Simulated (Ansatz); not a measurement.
## From the elastic tensor of CdTe at 0.3 GPa (stress–strain coefficients) to moduli and sound speeds

The calculation used Ansatz, DFT LDA, scalar-relativistic, plane waves, PAW. Settings: 420 eV plane-wave cutoff, Γ-centred 6×6×6 mesh, fixed occupations. No spin polarisation.

The structure is cubic, space group F-43m (No. 216). The conventional cell has a = 6.396 Å, b = 6.396 Å, c = 6.396 Å, α = 90.00°, β = 90.00°, γ = 90.00°. Cd (site symmetry -43m) is surrounded by 4 Te at 2.77 Å. Te (site symmetry -43m) is surrounded by 4 Cd at 2.77 Å.

The cell is the ideal cubic zincblende prototype.

Relaxed-ion constants (GPa, on the Cartesian axes of the calculation):
```
59.9 41.6 41.6  0.0  0.0  0.0
41.6 59.9 41.6  0.0  0.0  0.0
41.6 41.6 59.9  0.0  0.0  0.0
 0.0  0.0  0.0 21.4  0.0  0.0
 0.0  0.0  0.0  0.0 21.4  0.0
 0.0  0.0  0.0  0.0  0.0 21.4
```

Density 6.094 g/cm³; 2 atoms in 65.40 Å³.

The values that follow are for a polycrystal of randomly turned grains, by Hill's mean where one number stands.

* Bulk modulus, Voigt / Reuss / Hill: 47.7 / 47.7 / 47.7 GPa
* Shear modulus, Voigt / Reuss / Hill: 16.5 / 14.0 / 15.2 GPa
* Young's modulus: 41 GPa
* Poisson ratio: 0.356
* Pugh ratio B/G: 3.13
* Universal anisotropy index: 0.92
* Longitudinal and transverse sound speeds: 3340 and 1581 m/s
* Debye temperature from the mean sound speed: 166 K

Cost: 1 run of about 2 core-minutes, on Intel Xeon Platinum 8259CL (Skylake/Cascade Lake) (shared hosts).

The tensor describes a lattice that resists compression far better than shear, with a bulk modulus of 47.7 GPa against a Hill shear modulus of 15.2 GPa. In tetrahedral, strongly polar CdTe, volume change stretches the bonds, whereas shear can be taken up largely by bending them, and the angular restoring forces are weak. The softest shear is the tetragonal one, governed by the small difference between 59.9 and 41.6 GPa, so the crystal is stiffest in tension along the ⟨111⟩ bond directions. That C12 lies well above C44 is no sign of metallic bonding: zincblende sites lack inversion symmetry, and the sublattices' internal displacement softens C44. Likewise, the Pugh ratio of 3.13 doesn't establish ductility in a semiconductor whose plasticity depends on dislocation mobility and whose crystals cleave readily. The cell edge of 6.396 Å is shorter than the known value for CdTe, more than such slight pressure explains; LDA overbinding is the likely cause and probably makes the bulk modulus somewhat too high. The constants satisfy the cubic stability conditions for homogeneous strain, which leaves phonon stability at finite wavevector untested.
